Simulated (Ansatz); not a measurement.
## A series in volume scale on P

Results calculated with Ansatz 0.2.0, not measured. Plane-wave DFT, scalar-relativistic PAW made under PBE with cores redone for the functional, no dispersion; the given relaxed cell is scaled uniformly, energy at zero smearing counts from the unscaled cell, pressure at the given Fermi-Dirac smearing is positive in compression.

The cell before it is scaled or strained (space group P6_3/mmc, No. 194):
```
cell vectors (Å)
   3.4476     0.0000     0.0000
  -1.7238     2.9857     0.0000
   0.0000     0.0000     3.3299
atoms (fractions of the cell vectors)
P   0.33333  0.66667  0.25000
P   0.66667  0.33333  0.75000
```

Settings of every row: spin polarised no; functional BLYP; wave cutoff 420 eV; smearing width 0.1 eV; k mesh 12x12x11.

Atom starting moment: 0 on all atoms.

Limits: the cell comes from a prototype or a list of computed structures and needn't be the stable phase.

| row | volume scale | V (Å³/atom) | pressure (GPa) | energy change per atom (meV) |
| --- | --- | --- | --- | --- |
| 1 | 0.88 | 15.082 | 10.74 | 60.63 |
| 2 | 0.92 | 15.767 | 6.38 | 24.44 |
| 3 | 0.96 | 16.453 | 2.8 | 5.22 |
| 4 | 1.04 | 17.824 | ? | ? |
| 5 | 1.08 | 18.509 | -4.75 | 23.13 |
| 6 | 1.12 | 19.195 | -6.43 | 47.61 |

Question: what pressure and energy change per atom should row 4 give?

Worked fit of pressure. Take u = (V_r/V)^(2/3) − 1 with V_r = 16.453 Å³ an atom, which is twice the finite (Eulerian) strain; such expansions in the strain, on which the Birch-Murnaghan equation of state is built, carry the rest volume and the bulk modulus. The shown rows have u = 0.05972, 0.0288, 0, -0.0755, -0.09766. Least squares give pressure = 2.787 + 118.37 × u + 245.8 × u² GPa; a straight line predicts inner rows, each left out in turn, worse (root mean square 0.64 against 0.027 GPa). The rows lie off it by 0.01, -0.02, 0.01, 0.00, 0.00. The pressure vanishes at u = -0.0248, or V = 17.09 Å³ an atom, and there the bulk modulus at fixed shape and fractions is B = −V dP/dV = (2/3)(1 + u) dP/du = 69 GPa. Letting shape and atoms relax would as a rule lower it, by much in layered, chain or molecular crystals. The withheld row has u = -0.05196, so the fit gives 2.787 + 118.37 × (-0.05196) + 245.8 × (-0.05196)² = -2.70 GPa.

The calculation gave -2.7 GPa. The fit meets it to the printed digit.

Worked fit of energy change per atom. Take u = (V_r/V)^(2/3) − 1 with V_r = 16.453 Å³ an atom, which is twice the finite (Eulerian) strain; such expansions in the strain, on which the Birch-Murnaghan equation of state is built, carry the rest volume and the bulk modulus. The shown rows have u = 0.05972, 0.0288, 0, -0.0755, -0.09766. Least squares give energy change per atom = 5.205 + 412.91 × u + 8656.3 × u² meV; a straight line predicts inner rows, each left out in turn, worse (root mean square 23 against 0.28 meV). The rows lie off it by -0.11, 0.16, 0.01, -0.24, 0.17 (root mean square 0.16 meV). The withheld row has u = -0.05196, so the fit gives 5.205 + 412.91 × (-0.05196) + 8656.3 × (-0.05196)² = 7.12 meV.

The calculation gave 6.64 meV. The fit lies 0.48 meV (7.2 % of the value, 0.87 % of the column's range) above it; its largest miss of a shown row is 0.24 meV.
